The primitive cell of Ta₂Si holds four Ta and two Si atoms. Together they bring 20 Ta 5d, 4 Ta 6s, 6 Si 3p and 2 Si 3s orbitals, 32 in all. If energy played no part, every slice of the valence bands would have the same make-up: 20/32, or about 63 %, Ta 5d, with 19 % Si 3p and only 6 % Si 3s. The departures from this count show how the bands are built.

Ansatz 0.2.0, scalar-relativistic PBEsol plane-wave PAW calculation without spin polarisation for Ta₂Si (I4/mcm, 6-atom cell, not relaxed); cutoff 500 eV, 10×10×10 k mesh, Gaussian smearing 0.05 eV. States are counted in electrons, orbital shares come from Löwdin projections, and the share of the cell filled is the participation ratio of the states' summed density.

```
bottom of the window, from the Fermi level (eV)  top of the window (eV)  states in the window (per cell)  share of the cell that they fill  share of Ta 5d  share of Ta 6s  share of Si 3p  share of Si 3s
                                         -12.06                   -8.03                             3.20                              0.40            0.18            0.17            0.15            0.46
                                          -8.03                   -4.01                             6.51                              0.83            0.36            0.17            0.36            0.08
                                          -1.20                    0.00                             3.42                              0.73            0.89            0.04            0.05            0.00
                                          -0.25                    0.25                             1.59                              0.66            0.91            0.05            0.04            0.00
                                           0.00                    1.20                             4.55                              0.64            0.92            0.03            0.04            0.00
```

Each row collects the states in one window of energy, measured from the Fermi level. In the lowest window Si 3s leads with a share of 0.46, about seven times what the count gives. In the next, Ta 5d and Si 3p are level at 0.36 each. In all three windows that touch the Fermi level, Ta 5d makes up about nine tenths, well above its 63 %, so the large number of Ta orbitals doesn't explain its lead there by itself.

The bottom of the bands follows from the free atoms. A 3s electron comes closer to the Si nucleus than a 3p electron and is bound several electronvolts more tightly. The 3s level also lies well below the 5d and 6s levels of a Ta atom, so the bands that grow out of 3s start deepest. They are no isolated pair of electrons on each Si atom. The nearest neighbours of a Si atom are other Si atoms, 2.5 Å away in a chain, so their 3s orbitals are expected to overlap. Ta 5d and 6s also take part, with about a third of the projected weight in this window. The exact split depends on how the density is divided: the Si atoms hold 0.69 of it in real space, but their 3s and 3p projections only 0.61. Part of the difference may be density near Si that is credited to the wide Ta 6s orbital.

The even mixture in the second window is what a bond between orbitals of similar energy looks like. When two orbitals couple, they form a lower, bonding state and an upper, antibonding one. The deeper orbital has the larger weight in the bonding state, and the two weights become equal when the levels lie close together compared with their coupling. The shares of Ta 5d and Si 3p fit this picture, although a window that merely averaged over Si-rich and Ta-rich states would give the same numbers.

The same tie looks different for a single orbital. Ta 5d has 0.36 against an expected 20/32 = 0.625, which is 0.58 of its count. Si 3p has 0.36 against 6/32 = 0.1875, or 1.92 times its count. An average Si 3p orbital is therefore 1.92/0.58 ≈ 3.3 times as strongly present as an average Ta 5d orbital. This factor is simply 20/6, the ratio of their numbers: if each Si 3p orbital finds one partner among the Ta 5d orbitals, most of the Ta 5d orbitals are left over.

These left-over orbitals explain the Fermi level. At any one wave vector, the eight Si orbitals of the cell can couple directly to no more than eight combinations of the twenty Ta 5d orbitals. At least twelve combinations then have no Si partner and aren't drawn down into the deep Ta–Si bonding states. They interact mainly among themselves and form d bands at higher energy. Eight bands built on the Si orbitals would take 16 of the cell's 28 valence electrons. The other 12 can only partly fill the d bands, so the Fermi level falls among them. Coupling between Ta atoms blurs the division, and a Si 3p share of 0.04 to 0.05 remains, about a quarter of its count. The argument carries over to other compounds of this kind: the more d orbitals there are for each orbital of the partner element, the purer the d character near the Fermi level should be, provided that the electrons fill the bands that far.

Ta 6s takes a different course, with 0.17 in both deep windows and 0.05 or less near the Fermi level. The 6s orbital is large and overlaps many neighbours, so it forms a very wide band whose bonding part reaches far down. The compact 5d orbitals form narrower bands and crowd more states into each electronvolt. Since there are also five times as many 5d orbitals, the fair comparison is for a single orbital: in the listed windows a 5d orbital reaches 0.17 states per electronvolt, whereas a 6s orbital stays at 0.07 or less.

The share of the cell that the states fill measures how evenly their summed density is spread, and it doesn't follow the orbital shares in a simple way. It is lowest, 0.40, at the bottom, where two of the six atoms hold most of the density. A rough estimate that makes the density flat inside each atom gives 0.5 to 0.6 there, depending on the volumes assigned to Ta and Si. Crowding onto Si thus accounts for much of the low value.

Near the Fermi level the same estimate gives about 0.9, but the calculation gives only 0.64 to 0.73. Here the density is uneven within the atoms. This is expected of 5d orbitals, which crowd much of their density close to the Ta nuclei. Their lobes may add to it, although a sum over many d states partly evens them out. The second window reaches the highest value, 0.83, probably because less of its density has d character. Whether the division between the elements helps too depends on the volumes assigned to the atoms: of the two estimates in the output, one says yes and the other no. The fall from 0.73 just below the Fermi level to 0.64 just above it comes with almost no change in the division between the atoms. More antibonding states, with nodes between Ta atoms, would have this effect, but that is a guess.

The narrow window around the Fermi level is no separate step in the series. It overlaps both of its neighbours, and its 3.2 states per electronvolt lie between their values. The mesh of wave vectors is coarse for so narrow a slice, and the count from projections comes out 12 % above the count of states. Its Ta 5d character agrees with that of the neighbours and can be trusted more than the number of states. Spin–orbit coupling, which is sizeable for Ta 5d and is left out here, could also shift bands within this window.

The printed analysis after this text compares every share with the orbital count. It also gives a hint of where the electrons missing from the table are. The three separate occupied windows hold 13.1 of the 28 valence electrons, which leaves 14.9 for the range from −4.01 to −1.20 eV if no valence states lie below −12.06 eV. That makes 5.3 states per electronvolt, more than in any window of the table, and about four electrons would have to lie deeper to bring it down to the value just above the Fermi level. If none lie deeper, the states thin out from a dense filled group to the window just below the Fermi level and become denser again above it. Bonds between Ta atoms are probably not the whole of that group. Eight bands built on the Si orbitals would hold 16 electrons, but the two deep windows hold only 9.7, so some Ta–Si bonding states with Si 3p character are expected here. The table has no window in this range to confirm it.

The analysis program printed:

```
Share divided by the share expected from counting orbitals:
     row  Ta 5d  Ta 6s   Si 3p  Si 3s
  -12.06  0.288   1.36     0.8   7.36
   -8.03  0.576   1.36    1.92   1.28
    -1.2  1.424   0.32  0.2667      0
   -0.25  1.456    0.4  0.2133      0
     0.0  1.472   0.24  0.2133      0
States per eV, whole cell and then per single orbital:
     row   cell     Ta 5d    Ta 6s    Si 3p    Si 3s
  -12.06  0.794  0.007146  0.03375  0.01985   0.1826
   -8.03  1.619   0.02915  0.06882  0.09716  0.06478
    -1.2   2.85    0.1268   0.0285  0.02375        0
   -0.25   3.18    0.1447  0.03975   0.0212        0
     0.0  3.792    0.1744  0.02844  0.02528        0
Share of the cell filled, computed and if density were flat inside each atom:
     row  computed  equal volumes  Ta 1.5 times Si
  -12.06       0.4         0.6386           0.4943
   -8.03      0.83         0.9691            0.866
    -1.2      0.73         0.8711           0.9513
   -0.25      0.66         0.8598           0.9414
     0.0      0.64          0.876            0.955
Si 3p over Ta 5d per orbital, window from -8.03 eV: 3.333
Ta 5d over Si 3p per orbital, window from -1.20 eV: 5.34
Density on the two Si atoms, lowest window (share): 0.688
Si 3s plus Si 3p projection, lowest window (share): 0.61
Electrons in the three separate occupied windows (per cell): 13.13
Valence electrons left for -4.01 to -1.20 eV if none lie deeper (per cell): 14.87
States per eV there on the same condition: 5.292
Electrons below -12.06 eV needed to lower this to the value just above the Fermi level: 4.215
Mean of states per eV just below and just above the Fermi level: 3.321
Excess of projected count over state count in the narrow window (percent): 11.7
```
